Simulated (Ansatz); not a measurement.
# Work function of unrelaxed K(111) films from 1 to 13 layers with PBE

Potassium has one loosely held 4s electron per atom, and in the metal these electrons form a nearly free electron gas. In a film only a few atoms thick this gas is confined between two surfaces, and the energy needed to remove an electron can differ from that of a thick film. The question is how quickly the difference fades on the open (111) face. It matters for photocathodes and thermionic emitters, where thin alkali layers are used to ease electron emission. The work function Φ is calculated with PBE as the vacuum level less the Fermi level. Its change with thickness is measured against the 13-layer slab, the thickest in the series, and not against experiment.

## How the numbers were made

Ansatz 0.2.0, plane-wave Kohn-Sham DFT with its default PAW datasets at a cutoff of 420 eV. Symmetric 1×1 slabs of 1 to 13 layers are cut at the tabulated measured lattice constant with atoms at bulk places and 18 Å of vacuum. In-plane k-spacing 0.14 Å⁻¹ (2π included), Fermi-Dirac smearing of 0.1 eV, dipole correction on. Spin-paired. Scalar-relativistic, no spin-orbit coupling. PBE. The crystal is bcc; the mesh is the same for all thicknesses of a face.

Notes on method and selection:

- Confinement between the two faces quantises the states along the normal, so values can oscillate with thickness.
- The atoms are not relaxed; free films of one to three layers would take another lattice constant.
- Runs in which the search for lower states was switched off are not listed.
- Work functions and vacuum levels are read from the electrostatic potential (Hartree and local ionic parts), which a warning of a rough exchange-correlation potential in thin density does not concern.
- Error sizes named in these notes are rules of thumb and were not measured on these runs.
- The default PAW datasets of this version of Ansatz are the set soft_2.
- Runs that did not converge, have known faults or may not be shown are not listed, and runs on Ansatz's PAW sets soft_1 and soft_2 are kept to separate tables.

Columns:

- layers: number of atomic layers.
- thickness (Å): distance between the outermost atomic planes.
- Φ (eV): work function: vacuum level outside the slab less the Fermi level.
- ΔΦ to thickest (eV): work function less that of the thickest slab of the same face.

## Results

```
member     layers  thickness (Å)  Φ (eV)  ΔΦ to thickest (eV)
1 layer    1       0.00           2.393   0.1696
2 layers   2       1.51           2.298   0.0738
3 layers   3       3.02           2.134   −0.0901
4 layers   4       4.53           2.289   0.0653
5 layers   5       6.04           2.216   −0.0076
6 layers   6       7.55           2.190   −0.0338
8 layers   8       10.57          2.201   −0.0227
10 layers  10      13.59          ?       ?
11 layers  11      15.10          2.206   −0.0179
13 layers  13      18.12          2.224   0.0000
```

Cells marked ? are withheld until the estimate has been made.

## What drives the series

The work function approaches the 13-layer value unevenly, from both sides. It lies 0.1696 eV above that value at one layer, 0.0901 eV below it at three and 0.0653 eV above it at four. Among the slabs of one to four layers the values span 2.393 − 2.134 = 0.259 eV; among those shown from five layers up they span only 2.224 − 2.190 = 0.034 eV.

Part of the early change may come from bonding geometry. The (111) planes are only 1.51 Å apart, while nearest neighbours in the crystal are 3 × 1.51 = 4.53 Å apart. An atom in the single layer has no neighbour at that distance, and seven layers are needed before a central atom has all eight. The thinnest members are therefore sparse sheets rather than pieces of bulk metal.

The alternation fits confinement. Standing waves across the film form subbands, and the Fermi level shifts as successive subbands begin to fill. For free electrons the pattern repeats each time the film grows by half a Fermi wavelength, π/(3π²n)^(1/3). With n = 2/a³ and a = 2 × √3 × 1.51 = 5.23 Å this is about 4.2 Å, or 4.2 / 1.51 = 2.8 layers. The low values at three and six layers agree with such a period, although two dips are slender evidence.

The reference slab is subject to the same effect. The 13-layer value is the highest of those shown from five layers up, so the small negative differences at 5, 6, 8 and 11 layers may partly reflect an upward swing of the reference itself. Agreement to a few hundredths of an eV is reached by five layers, but a finer thick-film value is not fixed by these rows.

## Predicting the missing value

Plain estimates from the members shown:

- 10 layers, straight-line interpolation between 8 layers and 11 layers: w = (10 − 8) / (11 − 8) = 0.667, so 2.201 + 0.667 × (2.206 − 2.201) = 2.204 eV

The straight line between 8 and 11 layers gives 2.204 eV. Its two end points are three layers apart, close to one free-electron period of 2.8 layers, so they sit at similar points of the oscillation and the line passes over whatever swing lies between them. The 10-layer slab is better matched with the 13-layer slab, which is also three layers away and at a similar point of the cycle. This gives 2.224 eV, a shift of 2.224 − 2.204 = 0.020 eV from the line.

The same step can be tried on shown members, with each miss given as computed less estimated value. Taking 8 layers from 11 misses by 2.201 − 2.206 = −0.005 eV, and taking 5 from 8 misses by 2.216 − 2.201 = 0.015 eV. For thinner films it fails: the misses are 0.056 eV or more in size for the pairs 3 and 6, 2 and 5, and 1 and 4.

The two thicker pairs give a root-mean-square miss of √((0.005² + 0.015²) / 2) = 0.011 eV, which is taken as the error. The five values shown from five layers up scatter about their own mean by 0.013 eV, so the trial gives the three-layer step no clear advantage over that mean. The choice rests on the free-electron period, not on a rule established by the data.

**Committed estimate, 10 layers: Φ = 2.224 ± 0.011 eV.**

## Result

```
member     layers  thickness (Å)  Φ (eV)  ΔΦ to thickest (eV)
10 layers  10      13.59          2.236   0.0119
```

```
member     estimate       Φ (eV)  computed  estimate − computed  miss in error bars
10 layers  committed      2.224   2.236     −0.012               1.1
10 layers  interpolation  2.204   2.236     −0.032
```

The 10-layer work function is 2.236 eV. The estimate of 2.224 ± 0.011 eV was 0.012 eV too low, just outside its error bar at 1.1 times its width. It came closer than the straight line between 8 and 11 layers, which was 0.032 eV too low.

Matching slabs three layers apart gave the right direction: the 10-layer value lies above both 8 and 11 layers and close to 13. The straight line missed this rise, as expected if its end points lie at similar points of the free-electron cycle. The remaining miss of the committed estimate may come from a swing that shrinks with thickness, or from a period that is not exactly three layers.

The result is consistent with confinement as the cause of the remaining variation, with a repeat near three layers. The support is limited, because the swing is only about 0.03 eV and sampling of the partly filled subbands on a single in-plane mesh could contribute to it.

## Residuals

The single layer stands farthest out, 0.1696 eV above the 13-layer slab. Its atoms are √2 × 5.23 = 7.40 Å apart, against 4.53 Å between nearest neighbours in the crystal, so it is closer to a grid of weakly coupled atoms than to a metal film. A plausible reason for its high value is this missing metallic bonding, though no row tests it separately. The imposed spin pairing is also doubtful at such a spacing, and its effect on Φ is not shown in the table.

The three-layer film lies 0.0901 eV below the reference, while its neighbours with two and four layers lie 0.0738 and 0.0653 eV above it. A steady loss of bonding towards thinner films would not give this change of sign. Subband filling can, and the shallower dip at six layers, −0.0338 eV, fits a repeat after three layers. The free-electron period gives the spacing of the dips but not their depth, and in films this thin the incomplete neighbour shells also matter.

## Closing remarks

From five to thirteen layers the tabulated work functions stay between 2.190 and 2.236 eV. Their mean is (2.216 + 2.190 + 2.201 + 2.236 + 2.206 + 2.224) / 6 = 2.212 eV with a scatter of 0.017 eV, which is the typical error of using the mean for any one of these films. The three-layer step has a typical miss of 0.011 eV over three pairs, too few to make it a rule. Below five layers neither route is reliable.

For photoemission, the threshold wavelength is λ = 1240 eV nm / Φ. The range corresponds to 1240 / 2.236 = 555 nm and 1240 / 2.190 = 566 nm, a shift of roughly 10 nm due to thickness.

Two influences that the table does not show can exceed this range of 2.236 − 2.190 = 0.046 eV. The error of PBE for simple metals is roughly 0.1 eV, often towards too low a work function. Adsorbed oxygen can change Φ by a few tenths of an eV, with a sign that depends on coverage and on where the oxygen sits.

[Logs are printed without paths, hosts, clocks, repeated set-up lines and the standing remarks that a program may print on its own settings, such as how far it seeks lower states.]
